\section*{Residual excitation of a transported oscillator: a wrong calculation and its repair}

The first calculation on the board today is wrong. I shall carry it to its wrong answer, because the way it fails shows what an adiabatic transition amplitude is made of.

A silica sphere sits in an optical trap, cooled to the ground state of its motion along one transverse axis $x$. We move the trap centre along $x_0(t)$ at fixed angular frequency $\omega$:
\begin{equation}
H(t)=\frac{p^2}{2m}+\frac{1}{2}m\omega^2\,[x-x_0(t)]^2 ,
\qquad
x_0(t)=\frac{d}{2}\tanh\frac{t}{\tau}.
\label{eq:H}
\end{equation}
We want the mean number $n$ of quanta left in the final trap. My conventions are
\begin{equation}
a=\kappa\left(x+\frac{ip}{m\omega}\right),\qquad
\kappa=\sqrt{\frac{m\omega}{2\hbar}}=\frac{1}{2x_{\rm zp}},\qquad
n_0=\kappa^2d^2=\frac{m\omega d^2}{2\hbar},
\label{eq:a}
\end{equation}
with $x_{\rm zp}$ the root-mean-square width of the ground state. The inputs are illustrative and typical of such traps: radius $50$ nm, density approximately $2200\ \mathrm{kg\,m^{-3}}$, $\omega=2\pi\times100$ kHz. I choose $d=100$ nm and $\tau=12\ \mu$s. Then $m=1.15\times10^{-18}$ kg, $x_{\rm zp}=8.54$ pm, $n_0=3.43\times10^{7}$, $\omega\tau=7.54$ and $\hbar\omega/k_B=4.80\ \mu$K.

\subsection*{The wrong attempt}

Expand the square in \eqref{eq:H}. Apart from a c-number, we have an oscillator centred at $x=0$ under a force $m\omega^2x_0(t)$. The Heisenberg equation is
\begin{equation}
\dot a=-i\omega a+i\omega\kappa\,x_0(t),
\label{eq:eom}
\end{equation}
and this is still correct. Now we recall the forced oscillator: it starts in its ground state and ends in a coherent state whose amplitude is the Fourier component of the force at $\omega$. For a run from $-\Theta$ to $\Theta$ we write
\begin{equation}
n_{\rm wrong}=\kappa^2\omega^2\left|\int_{-\Theta}^{\Theta}x_0(t)\,e^{i\omega t}\,dt\right|^2
\qquad\text{(wrong)}.
\label{eq:wrong}
\end{equation}
Since $x_0$ is odd, the integral equals $id\int_0^\Theta\tanh(t/\tau)\sin\omega t\,dt$. Write $\tanh(t/\tau)=1-g(t)$ with $g=2/(e^{2t/\tau}+1)$. The constant gives $(1-\cos\omega\Theta)/\omega$. For $\Theta\gg\tau$ the $g$ term may run to infinity, and it is
\begin{equation}
\omega\int_0^\infty g(t)\sin\omega t\,dt=1-s,\qquad
s=\frac{y}{\sinh y},\qquad y=\frac{\pi\omega\tau}{2},
\label{eq:s}
\end{equation}
which I prove later. Hence
\begin{equation}
n_{\rm wrong}=n_0\,(s-\cos\omega\Theta)^2 .
\label{eq:wrong2}
\end{equation}
The limit $\Theta\to\infty$ does not exist, so we do what a tired person does and average over the phase $\omega\Theta$:
\begin{equation}
\overline{n}_{\rm wrong}=n_0\left(\tfrac12+s^2\right)\approx1.7\times10^{7}
\qquad\text{(wrong)}.
\label{eq:wrong3}
\end{equation}
Here $y=11.84$ and $s=1.70\times10^{-4}$. The energy divided by $k_B$ would be $82$ K, and the false moral is that slow transport gains nothing.

\textbf{Question.} You say the integral diverges, but \eqref{eq:wrong2} is bounded.

\textbf{Answer.} It diverges by oscillation. The integrand does not decay, because $x_0\to\pm d/2$, and the end terms $-(id/2\omega)\,e^{\pm i\omega\Theta}$ never settle. Their sum is $-(id/\omega)\cos\omega\Theta$, which supplies the $\cos\omega\Theta$, of order one, beside an $s$ of order $10^{-4}$.

\subsection*{The symptoms}

First, the answer depends on how long we wait after the trap has practically stopped. Equation \eqref{eq:wrong2} gives $3.3\times10^{6}$ for $\Theta=72\ \mu$s and $3.4\times10^{7}$ for $\Theta=75\ \mu$s. In a trap at rest the energy is conserved, and waiting cannot change $n$.

Second, it depends on the origin of coordinates. Replace $x_0$ by $x_0+b_0$ with constant $b_0$. Then $\omega\int b_0\,e^{i\omega t}dt=2b_0\sin\omega\Theta$ is real while the old part is imaginary, so
\begin{equation}
n_{\rm wrong}=\kappa^2\left[d^2(s-\cos\omega\Theta)^2+4b_0^2\sin^2\omega\Theta\right].
\label{eq:origin}
\end{equation}
With $d=0$ a trap that never moves excites its particle.

Third, both limits fail. For $\tau\to\infty$ the adiabatic theorem demands $n\to0$, as the gap $\hbar\omega$ stays open, and \eqref{eq:wrong3} tends to $n_0/2$. For $\tau\to0$, $s\to1$, the particle is left a distance $d$ from the new centre with extra energy $m\omega^2d^2/2=n_0\hbar\omega$, whereas \eqref{eq:wrong2} wanders between $0$ and $4n_0$.

\subsection*{The faulty line}

The faulty line is \eqref{eq:wrong}. The solution of \eqref{eq:eom} between $t_i$ and $t_f$ is
\begin{equation}
\langle a(t_f)\rangle e^{i\omega t_f}=\langle a(t_i)\rangle e^{i\omega t_i}
+i\omega\kappa\int_{t_i}^{t_f}x_0\,e^{i\omega t}\,dt .
\label{eq:sol}
\end{equation}
Line \eqref{eq:wrong} sets $\langle a(t_i)\rangle=0$ and counts $a^\dagger a$ at the end. Both refer to a trap at $x=0$, which is legitimate only for a force that vanishes before and after. Ours does not. The particle starts at $x_0(t_i)$, so $\langle a(t_i)\rangle=\kappa x_0(t_i)$, and the quanta must be counted about $x_0(t_f)$.

\textbf{Question.} Then does \eqref{eq:wrong2} describe any experiment?

\textbf{Answer.} A different one. The particle is released at $x=0$, a distance $d/2$ from the centre of a trap at $-d/2$. It swings with amplitude $d/2$ throughout, and at the end we measure its distance in phase space from $x=0$. At $\Theta=72.5\ \mu$s the run lasts $14.5$ periods, the swing has brought it back to $x=0$, the cosine vanishes, and the formula is right by accident. A change of $\Theta$ by $s/\omega=0.27$ ns then shifts the amplitude by as much as the whole true effect.

\subsection*{The mended calculation}

Use the lowering operator of the instantaneous trap, $b=a-\kappa x_0(t)$, for which $H=\hbar\omega(b^\dagger b+\frac12)$. From \eqref{eq:eom},
\begin{equation}
\dot b=-i\omega b-\kappa\,\dot x_0 ,
\qquad
b(t_f)e^{i\omega t_f}=b(t_i)e^{i\omega t_i}-\kappa\int_{t_i}^{t_f}\dot x_0\,e^{i\omega t}\,dt .
\label{eq:b}
\end{equation}
The initial state is annihilated by $b(t_i)$, so it is an eigenstate of $b(t_f)$. The final state is therefore coherent about $x_0(t_f)$, with a Poisson distribution of mean
\begin{equation}
n=\frac{m\omega}{2\hbar}\,|J|^2,\qquad
J=\int_{t_i}^{t_f}\dot x_0(t)\,e^{i\omega t}\,dt .
\label{eq:n}
\end{equation}
This is exact for \eqref{eq:H}. The length $|J|$ is the amplitude of the residual swing of $\langle x\rangle$. Integration by parts links it to the failed attempt:
\begin{equation}
J=\Big[x_0\,e^{i\omega t}\Big]_{t_i}^{t_f}-i\omega\int_{t_i}^{t_f}x_0\,e^{i\omega t}\,dt .
\label{eq:parts}
\end{equation}
The bracket is what the two corrections to \eqref{eq:sol} supply. For our path it is $d\cos\omega\Theta$ when $\Theta\gg\tau$, the second term is $d(s-\cos\omega\Theta)$, and the oscillating pieces cancel. A constant added to $x_0$ drops out of $\dot x_0$, and waiting adds nothing.

Now the integral itself. With $u=t/\tau$ and $k=\omega\tau$, $J=(d/2)K$ and $K=\int_{-\infty}^{\infty}\mathrm{sech}^2u\;e^{iku}du$. Take the rectangle between the real axis and $\mathrm{Im}\,u=\pi$. Since $\mathrm{sech}^2$ has period $i\pi$, the upper side contributes $-e^{-\pi k}K$. At $u=i\pi/2+z$ we have $\cosh u=i\sinh z$, so the integrand is $-e^{-\pi k/2}e^{ikz}/\sinh^2z$, with residue $-ik\,e^{-\pi k/2}$. Then $(1-e^{-\pi k})K=2\pi k\,e^{-\pi k/2}$, that is $K=\pi k/\sinh(\pi k/2)$, and
\begin{equation}
J=d\,\frac{\pi\omega\tau/2}{\sinh(\pi\omega\tau/2)}=ds,\qquad
n=n_0s^2\;\simeq\;n_0\,(\pi\omega\tau)^2e^{-\pi\omega\tau}\quad(\omega\tau\gg1).
\label{eq:result}
\end{equation}
This also proves \eqref{eq:s}: by parts its left side is $g(0)+\int_0^\infty\dot g\cos\omega t\,dt=1-K/2$. The sudden limit is now $n_0$ and the slow limit is zero. The exponent is set by the pole of $\dot x_0$ nearest the real axis, at $t=i\pi\tau/2$.

\begin{center}
\begin{tabular}{ccccc}
$\tau$ ($\mu$s) & $\omega\tau$ & $y$ & $s$ & $n$\\ \hline
8 & 5.03 & 7.90 & $5.88\times10^{-3}$ & $1.19\times10^{3}$\\
12 & 7.54 & 11.84 & $1.70\times10^{-4}$ & $0.99$\\
16 & 10.05 & 15.79 & $4.38\times10^{-6}$ & $6.6\times10^{-4}$
\end{tabular}
\end{center}

\textbf{Question.} Where is adiabatic perturbation theory in this?

\textbf{Answer.} The instantaneous eigenstates are $|j;t\rangle=e^{-ipx_0/\hbar}|j\rangle$, with $|j\rangle$ those of the trap at the origin. So $\langle j;t|\partial_t|l;t\rangle=-(i\dot x_0/\hbar)\langle j|p|l\rangle$. The diagonal elements vanish, and no Berry phase arises. With $\langle1|p|0\rangle=i\sqrt{m\hbar\omega/2}$ the coupling of $0$ to $1$ is $\kappa\dot x_0$, and the first-order amplitude is $c_1=-\kappa J$. First order gives $P_1=n$, the exact value is $ne^{-n}$. The velocity appears by itself, because the basis moves with the trap. At $\tau=12\ \mu$s the ground state survives with probability $e^{-n}=0.37$, so there one needs the exact form.

\textbf{Question.} I would have put a factor $e^{-\epsilon|t|}$ into \eqref{eq:wrong}. Does that not give your result?

\textbf{Answer.} As $\epsilon\to0$ it does, and for a physical reason. The path $x_0e^{-\epsilon|t|}$ starts and ends at the origin, so \eqref{eq:wrong} applies to it, and the added outer legs are slow. But the factor is not analytic at $t=0$. There the path is $(d/2\tau)(t-\epsilon t|t|)$, whose acceleration jumps by $-2d\epsilon/\tau$. Two integrations by parts turn that jump into a change $2d\epsilon/(\tau\omega^2)$ of $J$, to leading order in $1/(\omega\tau)^2$. It is negligible against $ds$ only for $\epsilon\ll s\tau\omega^2/2$, about $4\times10^{2}\ \mathrm{s^{-1}}$ here. With the velocity no regulator is needed.

\textbf{Question.} Is the exponential due to slowness or to smoothness?

\textbf{Answer.} To both. Move at constant velocity $d/T$ for a time $T$:
\begin{equation}
J=d\,\frac{\sin(\omega T/2)}{\omega T/2},\qquad
n=n_0\,\frac{4\sin^2(\omega T/2)}{(\omega T)^2}\le\frac{4n_0}{(\omega T)^2}.
\label{eq:lin}
\end{equation}
The two jumps in velocity act as two kicks in the moving frame, and the envelope falls only as $T^{-2}$. For $T=144\ \mu$s the envelope is $1.7\times10^{4}$ and the value $1.5\times10^{4}$. The envelope reaches one quantum at $T=2\sqrt{n_0}/\omega=18.6$ ms. The zeros at whole periods, multiples of $10\ \mu$s, are true zeros, in which the second kick undoes the first.

\textbf{Question.} A real run is finite, so your tanh has velocity jumps too.

\textbf{Answer.} Yes. Hold the trap still outside $|t|<\Theta$. Beyond $\Theta$ the velocity would be $(2d/\tau)e^{-2t/\tau}$ to high accuracy, so the two missing tails change $J/d$ by at most $4e^{-2\Theta/\tau}/\sqrt{4+\omega^2\tau^2}$. For $\Theta=6\tau=72\ \mu$s this is $3.2\times10^{-6}$, or $1.9\%$ of $s$, and up to $4\%$ in $n$. For this run of $144\ \mu$s I quote $n=1.0$ and no further digit.

\textbf{Question.} The trap is Gaussian, not harmonic.

\textbf{Answer.} For a potential $-U_0e^{-2\xi^2/w^2}$, with $\xi=x-x_0$ and waist $w$, the acceleration is $-\omega^2\xi+2\omega^2\xi^3/w^2$ to cubic order. The lag is $\xi\approx-\ddot x_0/\omega^2=(d/k^2)\,\mathrm{sech}^2u\tanh u$ to leading order in $1/k^2$, at most $2d/(3\sqrt3\,k^2)\approx0.7$ nm. The cubic term changes the residual amplitude by at most $(2\omega/w^2)\int|\xi|^3dt$. As $\int|\mathrm{sech}^2u\tanh u|^3du=1/12$, the bound is $d^3/(6w^2k^5)$, about $0.02$ pm for a typical waist of $600$ nm. The harmonic amplitude is $ds=17$ pm, so the correction is negligible.

\textbf{Question.} Does the same formula hold for an electron shuttled in silicon?

\textbf{Answer.} For its orbital motion in a moving harmonic dot, yes. Take an in-plane mass of approximately $0.19\,m_e$, a typical orbital spacing $\hbar\omega=1$ meV and $d=100$ nm. Then $x_{\rm zp}=14$ nm and $n_0=12.5$. With $\tau=5$ ps, $\omega\tau=7.60$ and the model gives $n=3.1\times10^{-7}$, while the wrong average \eqref{eq:wrong3} gives $6.2$. This number belongs to the model. In real Si/SiGe channels the valley splitting, typically of order $0.1$ meV and varying along the path, and the disorder potential set the limit. The model therefore understates the loss by many orders of magnitude, and transfers typically take nanoseconds.

\subsection*{The size of the error for the nanoparticle}

For the silica sphere with $\tau=12\ \mu$s the wrong route gives an average of $1.7\times10^{7}$ quanta, a root-mean-square distance in phase space of $d/\sqrt2=71$ nm and $82$ K. The mended route gives $0.99$ quanta for the untruncated path, a swing of $17$ pm and $4.8\ \mu$K. The ratio is $1/(2s^2)+1=1.7\times10^{7}$, and it grows exponentially with $\tau$, because the spurious end terms do not depend on $\tau$ at all.

These are the model's numbers. At fixed $\omega$, $d$ and $\tau$ the quanta and the energies scale linearly with the mass, while the two lengths and the ratio do not depend on it. Levitated spheres are often somewhat less dense than bulk silica, which lowers $n$ by a tenth or two. One neglected process does rival the effect. Photon recoil from the trapping light heats the motion at a rate typically of order $10^{4}$ quanta per second for a sphere of this size. In a harmonic trap such momentum diffusion does not care where the centre is, and its quanta add to \eqref{eq:n}, as does any initial thermal occupation. Over $144\ \mu$s that rate yields $1.4$ quanta, a figure good only to its order of magnitude. A real particle would thus end with a total occupation a factor of two or more above the model's single quantum. The entry $6.6\times10^{-4}$ for $\tau=16\ \mu$s would lie far below the recoil heating of the longer run.